## Appendix A. Closed-form excess chemical potential for the HNC and KH closures: a two-cell model of Na$^+$ in water

### A.1 General statement

Let a monatomic solute be infinitely dilute in a solvent with site types $s$ and bulk site densities $\rho_s$; for water $\rho_{\rm O}=\rho$ and $\rho_{\rm H}=2\rho$. Lengths are in Å, charges in $e$, $\beta=1/k_BT$, and $g_s=1+h_s$. The solute-solvent Ornstein-Zernike (RISM) relation is linear in the direct correlation function,

$$\rho_s h_s(\mathbf r)=\sum_t\int\chi_{st}(|\mathbf r-\mathbf r'|)\,c_t(\mathbf r')\,d\mathbf r' , \tag{A1}$$

where $\chi_{st}=\langle\delta\rho_s\,\delta\rho_t\rangle$ belongs to the pure solvent. It is symmetric in its two arguments and does not depend on the solute. We write $(a|\chi|b)$ for the bilinear form, so that $\sum_s\rho_s\int h_s a_s\,d\mathbf r=(a|\chi|c)$. With $d_s=-\beta u_s+h_s-c_s$ the closures are

$$g_s=e^{d_s}\ \ ({\rm HNC}),\qquad g_s=\begin{cases}e^{d_s}, & d_s\le 0\\ 1+d_s, & d_s>0\end{cases}\ \ ({\rm KH}). \tag{A2}$$

In both, $h_s$ has the sign of $d_s$. Along any path $u_s(\lambda)$ from zero to the full potential, Kirkwood's charging formula is

$$\beta\Delta\mu=\int_0^1 d\lambda\sum_s\rho_s\int g_s\,\beta\dot u_s\,d\mathbf r, \tag{A3}$$

with a dot for $\partial/\partial\lambda$. Insert $\beta u=h-c-d$. On the exponential branch $g\dot d=\dot h$, so $g\beta\dot u=(1+h)(\dot h-\dot c)-\dot h=h\dot h-\dot c-h\dot c$. On the linear branch $d=h$, hence $c=-\beta u$ and $g\beta\dot u=-\dot c-h\dot c$. The function $\tfrac12h^2\Theta(-h)$ has the continuous derivative $h\Theta(-h)$, so a point that changes branch along the path leaves no boundary term. The remaining piece is nonlocal: $\sum_s\rho_s\int h_s\dot c_s=(\dot c|\chi|c)=\tfrac12\partial_\lambda(c|\chi|c)$, by symmetry and $\lambda$-independence of $\chi$. If the solution is continuous along the path and starts from $h=c=0$,

$$\beta\Delta\mu=\sum_s\rho_s\int\Big[\tfrac12 w_s h_s^2-c_s-\tfrac12h_sc_s\Big]d\mathbf r, \tag{A4}$$

with $w_s=1$ for HNC (Singer and Chandler, 1985) and $w_s=\Theta(-h_s)$ for KH (Kovalenko and Hirata, 1999). Setting $w=0$ everywhere defines the Gaussian-fluctuation (GF) expression. Evaluated on one and the same pair $h,c$, the three obey HNC $\ge$ KH $\ge$ GF, because $h^2\ge h^2\Theta(-h)\ge0$. Only the expression that matches the closure used to obtain $h,c$ equals (A3).

### A.2 Renormalising the long-range part of $c$

For an ion of charge $z$, $c_s\to-\ell_B zq_s/r$ at large $r$, with $\ell_B=\beta e^2/4\pi\varepsilon_0=560.5$ Å at 298.15 K, where $k_BT=0.5925$ kcal/mol. Split

$$c_s=c_s^S+c_s^L,\qquad c^L_s=-\beta u^L_s=-\ell_B z q_s\,\frac{{\rm erf}(r/\sigma)}{r},\qquad u_s=u^S_s+u^L_s. \tag{A5}$$

Three things follow. First, $d_s=-\beta u_s^S+h_s-c_s^S$, so the closure sees short-range functions only. Second, $\sum_s\rho_sc_s^L=0$ at every point, since $\sum_s\rho_sq_s=0$. The site sum must be taken before the integral: with the typical values $\rho=0.0334$ Å$^{-3}$ and $q_{\rm O}=-0.8476$, and an assumed $\sigma=1.5$ Å, the oxygen term $-\rho\int c^L_{\rm O}\,d\mathbf r$ alone is $-8.96\times10^{4}$ inside $R=30$ Å and grows as $R^2$; the hydrogen term cancels it. Third, with $\rho_sh_s^L=\sum_t\chi_{st}*c_t^L$, one has $\sum_s\rho_s\int h_sc^L_s=\sum_s\rho_s\int h^L_sc^S_s+(c^L|\chi|c^L)$. Therefore

$$\beta\Delta\mu=\sum_s\rho_s\int\Big[\tfrac12 w_sh_s^2-c^S_s-\tfrac12h_sc^S_s-\tfrac12h^L_sc^S_s\Big]d\mathbf r-z^2B, \tag{A6}$$

where $2z^2B=(c^L|\chi|c^L)$. The transform of ${\rm erf}(r/\sigma)/r$ is $4\pi e^{-k^2\sigma^2/4}/k^2$. For a salt-free solvent of permittivity $\epsilon$, the charge susceptibility $\chi_{ZZ}=\sum_{st}q_sq_t\chi_{st}$ tends to $k^2(1-1/\epsilon)/4\pi\ell_B$ as $k\to0$, which makes the integrand finite there. The model adopts this form at all $k$:

$$B=\frac12\int\!\frac{d^3k}{(2\pi)^3}\,\ell_B^2\Big(\frac{4\pi}{k^2}\Big)^2e^{-k^2\sigma^2/2}\chi_{ZZ}(k)=\frac{\ell_B}{2}\Big(1-\frac1\epsilon\Big)\sqrt{\frac{2}{\pi}}\,\frac1\sigma . \tag{A7}$$

This is a Born term with radius $\sigma\sqrt{\pi/2}=1.88$ Å. With the typical $\epsilon=78.4$, $B=147.2$, or 87.2 kcal/mol.

### A.3 The model

One cell cannot test the symmetry of $\chi$, and one sign of $h$ cannot separate the three weights $w$. Two cells for the water oxygen suffice: a core, $r<2.1$ Å, and a first shell, $2.1<r<2.7$ Å (both radii assumed). Their bulk populations are $n_1=1.30$ and $n_2=1.46$, used below as rounded. The function $c^S_{\rm O}$ is a constant $c_i$ in cell $i$. Elsewhere, and on hydrogen everywhere, $u^S=c^S=0$; this is the linear branch $c=-\beta u$, for which the derivation of A.1 gives $w=0$. The closure is imposed on the cell averages $h_i$. Equation (A1) becomes

$$n_ih_i=\sum_j\chi_{ij}c_j+zm_i, \tag{A8}$$

where $\chi_{ij}=\langle\delta N_i\delta N_j\rangle$ is the covariance of the cell populations in pure water and $m_i=n_ih^L_i$ at $z=1$ is the linear response of cell $i$ to the smooth field. The assumed inputs are $\chi_{11}=0.50$, $\chi_{22}=0.60$, $\chi_{12}=\chi_{21}=-0.20$, $m_1=0.40$, $m_2=0.10$, a hard core $u_1^S=+\infty$, and an effective shell depth $x=-\beta u_2^S=4$ (2.37 kcal/mol). The full covariance of $N_1$, $N_2$ and the long-range mode is positive definite, since $\det\chi=0.26$ and $m^T\chi^{-1}m=0.45$ lies far below $2B$. The charging integrand and the closed form (A6) read

$$d(\beta\Delta\mu)=\sum_i n_ig_i\,d(\beta u_i^S)-\Big(\sum_i m_ic_i+2zB\Big)dz, \tag{A9}$$

$$\beta\Delta\mu=\sum_i n_i\Big[\tfrac12w_ih_i^2-c_i-\tfrac12h_ic_i\Big]-\tfrac z2\sum_i m_ic_i-z^2B. \tag{A10}$$

The role of symmetry is visible at weak coupling. There both closures give $c_j=-\beta u_j$, so at $z=0$ one has $\partial(n_1g_1)/\partial\beta u_2=-\chi_{12}$ and $\partial(n_2g_2)/\partial\beta u_1=-\chi_{21}$. The form (A9) is closed only if $\chi_{12}=\chi_{21}$.

### A.4 Solution

The hard core fixes $h_1=-1$. At $z=1$, (A8) gives

$$c_1=-\frac{n_1+m_1+\chi_{12}c_2}{\chi_{11}},\qquad h_2=a\,c_2+b, \tag{A11}$$

$$n_2a=\chi_{22}-\frac{\chi_{12}^2}{\chi_{11}}=0.52,\qquad n_2b=m_2-\frac{\chi_{12}(n_1+m_1)}{\chi_{11}}=0.78,$$

so $a=0.3562$, $b=0.5342$ and $b/a=1.5$.

*KH.* If $h_2>0$, then $c_2=x$ and $h_2=ax+b$. This branch holds for $x>-b/a$.

*HNC.* The closure $\ln g_2=x+h_2-(h_2-b)/a$ rearranges to $\ln g_2+\kappa g_2=x+b/a+\kappa$ with $\kappa=1/a-1=1.8077$. For $a<1$ the left side rises monotonically from $-\infty$ to $+\infty$, the root is unique, and

$$g_2=\kappa^{-1}W\!\big(\kappa\,e^{\,x+b/a+\kappa}\big), \tag{A12}$$

with $W$ the principal Lambert function, $We^W=y$. Here the exponent is 7.308 and $W=6.093$.

Eliminating $c_1$ from (A10) leaves a function of the shell variables alone,

$$\beta\Delta\mu+B=G(c_2)+\tfrac12w_1n_1+\tfrac12w_2n_2h_2^2,\qquad G(c_2)=\frac{(n_1+m_1)^2}{2\chi_{11}}-n_2(1+b)c_2-\tfrac12n_2a\,c_2^2, \tag{A13}$$

which for these inputs is $G=2.89-2.24\,c_2-0.26\,c_2^2$. The function $G$ is the GF value. Three decimals are kept below only to compare routes within the model.

| | $g_2$ | $n_2g_2$ | $c_2$ | $c_1$ | core term | shell term | cross term | $\beta\Delta\mu+B$ |
|---|---|---|---|---|---|---|---|---|
| KH | 2.959 | 4.32 | 4 | $-1.800$ | 1.820 | $-11.560$ | 0.160 | $-9.580$ |
| HNC | 3.370 | 4.92 | 5.155 | $-1.338$ | 1.520 | $-12.346$ | 0.010 | $-10.817$ |

The core and shell terms are the two members of the first sum in (A10), and the cross term is $-\tfrac12\sum_im_ic_i$.

### A.5 The charging integral done explicitly

Take a path in three stages: grow the core at $z=x=0$, charge the smooth field at $x=0$, then deepen the shell. For KH the shell stays on the linear branch throughout, because emptying the core and charging both raise $h_2$, so $c_2=x$. In stage 1, $c_1=n_1h_1/\chi_{11}$ and $\beta u_1=h_1-c_1-\ln(1+h_1)$, so that

$$n_1\int_0^{-1}\Big[(1+h_1)\Big(1-\frac{n_1}{\chi_{11}}\Big)-1\Big]dh_1=\frac{n_1}2+\frac{n_1^2}{2\chi_{11}}=2.340 .$$

The potential diverges at the end point while the integrand stays finite. In stage 2, $c_1=-(n_1+zm_1)/\chi_{11}$, and (A9) gives $(n_1m_1+\tfrac12m_1^2)/\chi_{11}-B=1.200-B$. In stage 3, $-\int_0^4n_2(1+b+ax)\,dx=-13.120$. For HNC the shell still follows (A12) at each point of the path, with $n_2b$ replaced by $zm_2+\chi_{12}(n_1h_1-zm_1)/\chi_{11}$, and the three integrals are one-dimensional quadratures.

| stage | KH | HNC |
|---|---|---|
| 1, core | 2.340 | 2.330 |
| 2, charge (without $-B$) | 1.200 | 1.177 |
| 3, shell | $-13.120$ | $-14.324$ |
| sum | $-9.580$ | $-10.817$ |

Both sums equal the end-point values of (A13). The GF expression fails this test. On the KH solution it lacks the $n_1/2=0.650$ accumulated in stage 1. On the HNC solution, $dG/dx=-n_2g_2\,dc_2/dx$ with $dc_2/dx=a^{-1}/(\kappa+1/g_2)=1.33$ at $x=4$, whereas (A9) requires the slope $-n_2g_2$.

### A.6 Ordering of the three expressions

Evaluating each expression on each solution gives $\beta\Delta\mu+B$ as follows.

| solution | GF form | KH form | HNC form |
|---|---|---|---|
| KH | $-10.230$ | $\mathbf{-9.580}$ | $-6.779$ |
| HNC | $-15.568$ | $-14.918$ | $\mathbf{-10.817}$ |

Each row obeys HNC $\ge$ KH $\ge$ GF, as the general statement requires. The KH-GF gap is the depleted-region term $n_1/2$, and the HNC-KH gap is the enriched-region term $\tfrac12n_2h_2^2$, equal to 2.801 and 4.102. The term $B$ is common to all entries, so renormalisation leaves the ordering intact.

The self-consistent values in bold stand in the opposite order, and this follows from a variational form. Define, at $z=1$,

$$\Omega(h)=\sum_in_i\big[\varphi(h_i)-\tfrac12h_i^2+g_i\beta u^S_i\big]+\tfrac12(nh-m)^T\chi^{-1}(nh-m)-B, \tag{A14}$$

where $(nh)_i=n_ih_i$ and $\varphi=g\ln g-h$ for HNC, while for KH $\varphi$ is the same for $h\le0$ and $\tfrac12h^2$ for $h>0$. In both cases $\varphi'(h)=d$. With $c=\chi^{-1}(nh-m)$, $\partial\Omega/\partial h_i=n_i[\varphi'(h_i)+\beta u_i^S-h_i+c_i]$, which vanishes exactly on the closure. Substituting $\beta u^S=h-c-d$ turns the bracket in (A14) into $\tfrac12wh^2-gc$, and (A8) then reduces $\Omega$ to (A10). Stationarity gives $\partial\Omega/\partial\beta u_i^S=n_ig_i$, a second proof that the $u^S$ part of (A9) is exact. In the hard core $g\beta u\to0$ and $\varphi(-1)=1$. In the shell $\partial^2\Omega/\partial h_2^2=n_2(\varphi''+\kappa)>0$, so the solution is the global minimum. For $h>0$, $\varphi''_{\rm HNC}=1/g<1$, hence $\varphi_{\rm HNC}\le\varphi_{\rm KH}$ and $\Omega_{\rm HNC}\le\Omega_{\rm KH}$ pointwise. The minima inherit the inequality: $\Delta\mu_{\rm HNC}\le\Delta\mu_{\rm KH}$ whenever the KH solution is the minimum of its functional and the HNC solution the global minimum of its own, for the same $\chi$.

The gap can be read off at the branch point. For $x\le-b/a$ the shell is depleted and the closures coincide; at $x=-1.5$, $g_2=1$, $c_2=-1.5$ and $\beta\Delta\mu+B=6.315$ for both. The KH value and its slope $-n_2g_2$ pass continuously through this point, and

$$\beta(\Delta\mu_{\rm HNC}-\Delta\mu_{\rm KH})=-n_2\int_{-b/a}^{x}\big(g_2^{\rm HNC}-g_2^{\rm KH}\big)dx'=-1.237 . \tag{A15}$$

The integrand is non-negative because HNC has $c_2=x+h_2-\ln g_2\ge x$, and $h_2$ rises with $c_2$.

### A.7 Totals and what the model leaves out

Adding $-B$, the model's values are $\Delta\mu_{\rm KH}=-92.9$ and $\Delta\mu_{\rm HNC}=-93.6$ kcal/mol, a gap of 0.73 kcal/mol. Typical single-ion hydration free energies of Na$^+$ lie roughly between $-85$ and $-105$ kcal/mol, depending on the convention used to split a salt into ions. The width $\sigma$ was chosen to place the totals in that range, so they test nothing about the ion.

In the full theory $\sigma$ only moves weight between the terms of (A6), and $\Delta\mu$ does not depend on it. In the model it is a parameter, because the $k^2$ law for $\chi_{ZZ}$ is a long-wavelength limit applied here at $k\sim1/\sigma$, and because $m_i$ and $x$ are assumed separately. A shift of 0.1 Å in $\sigma$ moves $B$ by about 5.8 kcal/mol to first order, far more than the gap, but equally for every closure. Two omitted $h^2$ terms rival the gaps of A.6. Excluding hydrogen from a core of the same size would add $\tfrac12\rho_{\rm H}v_1=n_1=1.30$, with $v_1$ the core volume, to the HNC and KH forms alike and so widen their distance from GF. Cell averaging suppresses the enriched-region term: packing the KH shell population into half the shell volume, at density $2g_2$, raises it from 2.801 to $\tfrac14n_2(2g_2-1)^2=8.8$. The sizes of the gaps are thus the model's, while (A4), (A6) and the row-wise ordering rest only on the closure, solvent neutrality and a symmetric, solute-independent $\chi$.